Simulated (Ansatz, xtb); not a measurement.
## C2H11BN2: which of two isomers lies lower

We compare I, `C[NH+](C)[BH2-]N`, a singlet, with II, `C[NH2+][B@H-](C)N`, a singlet. Both are isolated molecules in the gas phase, relaxed with PBE0-D3(BJ)/def2-SVP; the shapes shown needn't be the lowest conformers.

I (Å):

```yaml
atoms:
  - { symbol: C, position_ang: [-0.7405, 0.8773, 0.5269] }
  - { symbol: C, position_ang: [-1.1723, -1.2122, -0.6299] }
  - { symbol: B, position_ang: [1.2693, -0.7093, 0.0963] }
  - { symbol: N, position_ang: [-0.3841, -0.5365, 0.4015] }
  - { symbol: N, position_ang: [1.5395, -0.0410, -1.2110] }
  - { symbol: H, position_ang: [-0.4147, 1.3773, -0.3958] }
  - { symbol: H, position_ang: [-0.1926, 1.3117, 1.3726] }
  - { symbol: H, position_ang: [-1.8243, 1.0136, 0.6687] }
  - { symbol: H, position_ang: [-0.5310, -1.0021, 1.2973] }
  - { symbol: H, position_ang: [-2.2532, -1.0624, -0.4806] }
  - { symbol: H, position_ang: [-0.9356, -2.2837, -0.6179] }
  - { symbol: H, position_ang: [-0.8638, -0.7960, -1.5990] }
  - { symbol: H, position_ang: [1.7720, -0.1662, 1.0819] }
  - { symbol: H, position_ang: [1.4066, -1.9341, 0.1028] }
  - { symbol: H, position_ang: [2.1569, 0.7614, -1.1711] }
  - { symbol: H, position_ang: [1.8658, -0.6496, -1.9525] }
```

II (Å):

```
atom    x (Å)    y (Å)    z (Å)
   C   1.7090   0.6233   0.6843
   C  -1.7383  -1.3019   0.5063
   B  -0.5438  -0.4554  -0.1770
   N   0.5275  -0.1338   1.0910
   N   0.2723  -1.1973  -1.1925
   H   2.4451   0.7236   1.4960
   H   1.3919   1.6190   0.3472
   H   2.1495   0.0904  -0.1692
   H   0.0180   0.3376   1.8389
   H   0.8040  -1.0497   1.4504
   H  -0.8705   0.6869  -0.5225
   H  -1.4115  -2.3039   0.8476
   H  -2.2073  -0.8025   1.3732
   H  -2.5464  -1.4709  -0.2244
   H   0.3954  -0.7248  -2.0806
   H  -0.0485  -2.1408  -1.3858
```

Quicker runs give these differences E(II) − E(I): GFN2-xTB +5.6 kcal/mol; HF/STO-3G −8.0 kcal/mol (at GFN2-xTB geometries); r2SCAN-D4/def2-SVP −11.3 kcal/mol (at GFN2-xTB geometries).

Which of the two would you expect CCSD(T)/def2-SVP + ΔMP2/def2-TZVPP electronic energies to favour?

Structure II; the calculation gives E(II) − E(I) = −11.1 kcal/mol.

Level by level:

| level | geometry | E(II) − E(I) (kcal/mol) | departure from the last row (kcal/mol) | job, with rough time for the two |
| --- | --- | --- | --- | --- |
| GFN2-xTB | GFN2-xTB | +5.6 | +16.7 | optimisation, 0.35 s |
| HF/STO-3G | GFN2-xTB | −8.0 | +3.1 | single point, 0.67 s |
| r2SCAN-D4/def2-SVP | GFN2-xTB | −11.3 | −0.3 | single point, 4.7 s |
| PBE0-D3(BJ)/def2-SVP | PBE0-D3(BJ)/def2-SVP | −11.5 | −0.4 | optimisation, 67 s |
| HF/def2-SVP | PBE0-D3(BJ)/def2-SVP | −11.3 | −0.3 | part of the CCSD(T) run |
| MP2/def2-SVP | PBE0-D3(BJ)/def2-SVP | −10.9 | +0.1 | part of the CCSD(T) run |
| CCSD(T)/def2-SVP | PBE0-D3(BJ)/def2-SVP | −10.3 | +0.7 | single point |
| CCSD(T)/def2-SVP + ΔMP2/def2-TZVPP | PBE0-D3(BJ)/def2-SVP | −11.1 |  | single point, 62 s |

As drawn, II has 1 C–B, 1 N–H in place of 1 C–N, 1 B–H.

GFN2-xTB puts the two in the other order. The largest departure from CCSD(T)/def2-SVP + ΔMP2/def2-TZVPP is that of GFN2-xTB, 16.7 kcal/mol. The last row adds to CCSD(T) the change of the MP2 difference between the two basis sets, here −0.7 kcal/mol.

With thermal terms from frequencies at re-optimised GFN2-xTB minima (ideal gas, soft modes damped towards free rotors, one conformer each, 298.15 K, 1 atm): the zero-point term adds +0.3 kcal/mol; ΔH is −10.5 and ΔG −11.3 kcal/mol.

The correlated steps freeze 5 core orbitals. Mirror images aren't counted in ΔG. Programs: Ansatz 0.2.0, xtb 6.7.1; the last row on 2 threads of Intel(R) Xeon(R) Processor @ 2.70GHz on a shared host.

Structure II is favoured at every level except GFN2-xTB, by a margin that hardly depends on how correlation is treated. HF/def2-SVP already gives −11.3 kcal/mol, so the preference is mainly a mean-field bonding effect, with the correlation contributions of the two isomers largely cancelling.

Both molecules are amine adducts of an aminoborane, and they differ in whether the second methyl group sits on the donor nitrogen or on boron. Moving it to boron exchanges C–N and B–H bonds for C–B and N–H bonds. The strongly polar N–H bond, together with a C–B bond polarised towards carbon, probably accounts for most of the gain. Dimethylamine's greater donor strength and the weaker acidity of a methylated boron should work the other way, but evidently don't decide the order.

The reversed sign from GFN2-xTB doesn't come from its geometries, since r2SCAN-D4 gives −11.3 kcal/mol on the same structures; an imbalance in its parametrised bond energies is more likely. The isomer energies don't show whether either adduct resists loss of its amine.
